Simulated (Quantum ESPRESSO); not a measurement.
# Work function, surface force and surface energy of K(100) films of 3 to 8 layers with PBE

A potassium coating on an electron emitter lowers the barrier that electrons must cross, and emission depends exponentially on that barrier. If the coating is only a few atoms thick, its work function may change with each added layer. I therefore follow free-standing K(100) films from 3 to 8 layers and look at three quantities. The work function Φ is the vacuum level less the Fermi level. The force is that on the top atom at its bulk place, positive when it points outwards. The excess energy is measured against the same number of bulk layers and belongs to two faces, so half of it is the surface energy per cell. Two pseudopotential sets show how far the results depend on the description of the ion.

## Calculations

Quantum ESPRESSO 7.5 (pw.x), driven by a script. Symmetric 1×1 slabs of K(100) (bcc) at the tabulated measured lattice constant, atoms at bulk places, 7.5 Å of empty space on each side as the script builds them, with open boundaries by the effective screening medium. Mesh 6×6×1 for all thicknesses, Marzari-Vanderbilt smearing of 0.02 Ry, spin-paired, no spin-orbit coupling. PBE, GBRV ultrasoft: cutoffs 40 and 200 Ry; PBE, SSSP efficiency: cutoffs 45 and 360 Ry. The excess energy is the slab's energy less the number of layers times the slope of a straight line through the thicker slabs; it is twice the surface energy per cell.

Notes on method and selection:

- Confinement between the two faces quantises the states along the normal, so values can oscillate with thickness.
- The measured lattice constant is no functional's own, which adds to the force.
- Runs in which the search for lower states was switched off are not listed.
- Runs that did not converge, have known faults or may not be shown are not listed, and runs on Ansatz's PAW sets soft_1 and soft_2 are kept to separate tables.

Columns:

- layers: number of atomic layers.
- Φ (eV): work function: vacuum level outside the slab less the Fermi level.
- force (eV/Å): force on the top atom along the outward normal; negative pulls it inwards.
- excess energy (meV): excess energy of the slab, both faces, per 1×1 cell.

## Numbers

| member | layers | Φ (eV), PBE, GBRV ultrasoft | Φ (eV), PBE, SSSP efficiency | force (eV/Å), PBE, GBRV ultrasoft | force (eV/Å), PBE, SSSP efficiency | excess energy (meV), PBE, GBRV ultrasoft | excess energy (meV), PBE, SSSP efficiency |
| --- | --- | --- | --- | --- | --- | --- | --- |
| 3 layers | 3 | 2.249 | 2.257 | 0.0160 | −0.0170 | 395 | 394 |
| 4 layers | 4 | 2.260 | 2.269 | 0.0242 | 0.0280 | 399 | 398 |
| 5 layers | 5 | 2.208 | 2.217 | 0.0194 | 0.0194 | 407 | 406 |
| 6 layers | 6 | 2.245 | 2.251 | 0.0250 | 0.0223 | 396 | 394 |
| 7 layers | 7 | 2.227 | 2.235 | 0.0198 | 0.0190 | 407 | 406 |
| 8 layers | 8 | 2.229 | 2.239 | 0.0199 | 0.0232 | 399 | 398 |

## What drives the series

None of the three quantities drifts steadily with thickness. With GBRV, Φ is highest at 4 layers (2.260 eV) and lowest at 5 (2.208 eV), and from there each step is smaller than the one before. SSSP gives the same order of ups and downs, with Φ higher by at most 2.239 − 2.229 = 0.010 eV, at 8 layers. The excess energy stays between 394 and 407 meV, or about 0.20 eV per cell and face. From 4 layers on, the force is outward in both sets.

An alternation that dies away suggests electrons confined between two faces, and I derive the simplest form of it for Φ.

First, I let each atom give one free electron. A bcc crystal of lattice constant a then has the Fermi wavevector k = (6π²)^(1/3)/a = 3.9/a. The layer spacing is d = a/2, so one more layer adds 2kd = 3.9 radians to the phase of an electron going across and back, whatever the value of a.

Second, I replace the faces by hard walls. To keep the film neutral they must stand slightly outside it, which gives a width L = Nd + 3π/(4k) = (N + 1.2)d for N layers.

Third, I hold the potential inside the film fixed against the vacuum level, so that Φ falls by as much as the Fermi energy rises.

The levels along the normal are ħ²π²n²/(2mL²), and each carries a two-dimensional band. The number of electrons per area is the sum of (k² − n²π²/L²)/(2π) over the occupied n. Replacing this sum by an integral leaves an oscillating remainder. At a fixed number of electrons, the remainder shifts the Fermi energy by ħ²/(2mL²) × cos(2kL) to leading order. Since 2kL = 3.9N + 3π/2, the cosine equals sin(3.9N), and

Φ(N) = C − D s(N), with s(N) = sin(3.9N)/(N + 1.2)².

The two parameters are C and D. For free electrons D = ħ²/(2md²), roughly 0.6 eV, but I leave it adjustable because the real electrons also screen. Sampled at whole numbers of layers, the pattern should repeat every 2π/(2π − 3.9), or about 2.6, layers.

## Testing the model

I fix the model on the GBRV values for 3 and 5 layers. With the sine taken in radians, s is −0.043 for 3 layers, 0.0040 for 4, 0.016 for 5, −0.019 for 6, 0.012 for 7 and −0.0025 for 8.

The two chosen films give D = (2.249 − 2.208) / (0.016 + 0.043) = 0.69 eV, the same order as the free-electron size. Taking differences from the 3-layer film removes C, and the other four films follow:

- 4 layers: 2.249 − 0.69 × (0.0040 + 0.043) = 2.217 eV; the table has 2.260 eV.
- 6 layers: 2.249 − 0.69 × (−0.019 + 0.043) = 2.232 eV; the table has 2.245 eV.
- 7 layers: 2.249 − 0.69 × (0.012 + 0.043) = 2.211 eV; the table has 2.227 eV.
- 8 layers: 2.249 − 0.69 × (−0.0025 + 0.043) = 2.221 eV; the table has 2.229 eV.

The average miss is (0.043 + 0.013 + 0.016 + 0.008) / 4 = 0.020 eV. If I simply use the mean of the two fixing films, (2.249 + 2.208) / 2 = 2.2285 eV, for all four, the average miss is only about 0.013 eV. The six films themselves scatter about their own mean by 0.015 eV on average.

The model therefore predicts Φ less well than a constant does, and I would not use it to estimate another thickness. It does reproduce the fall from 6 to 7 layers and the rise from 5 to 6, but it has the step from 3 to 4 layers the wrong way round. The highs in the table at 4 and 6 layers are two layers apart, and the range is too short to test the formula's somewhat longer period. D also depends on the pair chosen: 5 and 6 layers would give 0.037 / 0.035 = 1.1 eV.

## Exceptions

The largest miss is at 4 layers, where the table lies 0.043 eV above the model. I suspect the hard wall. At a real, soft surface the electrons at the Fermi level reach further out than the average electron, which adds to their phase. An added phase has the right sign: with 0.7 radians more in the sine, refixing D on 3 and 5 layers gives 1.2 eV and puts 4 layers at about 2.26 eV. I chose the 0.7 to suit that row, however. For 6, 7 and 8 layers the average miss is then 0.007 eV, against 0.009 eV for the plain mean of the three thinner films, which is no clear gain.

The force has an oddity of its own. At 3 layers it is 0.0160 eV/Å with GBRV and −0.0170 eV/Å with SSSP, although Φ and the excess energy agree well. Nearly equal sizes with opposite signs make me suspect a sign or face mix-up before any chemistry; a poorly converged force is another possibility.

Both sets share one mesh and one smearing, so their agreement does not test either setting.

## What to take away

Between 3 and 8 layers, Φ stays within 2.260 − 2.208 = 0.052 eV with GBRV, and the surface energy stays near 0.20 eV per cell and face. Confinement is a reasonable cause of the alternation, but my formula for it has no predictive value here. The outward force would fit a lattice constant smaller than PBE's own, which compresses the film.

Two things left out here may matter as much as the thickness: the choice of functional, since both sets use PBE, and adsorbed oxygen, which can change the work function of a real coating.
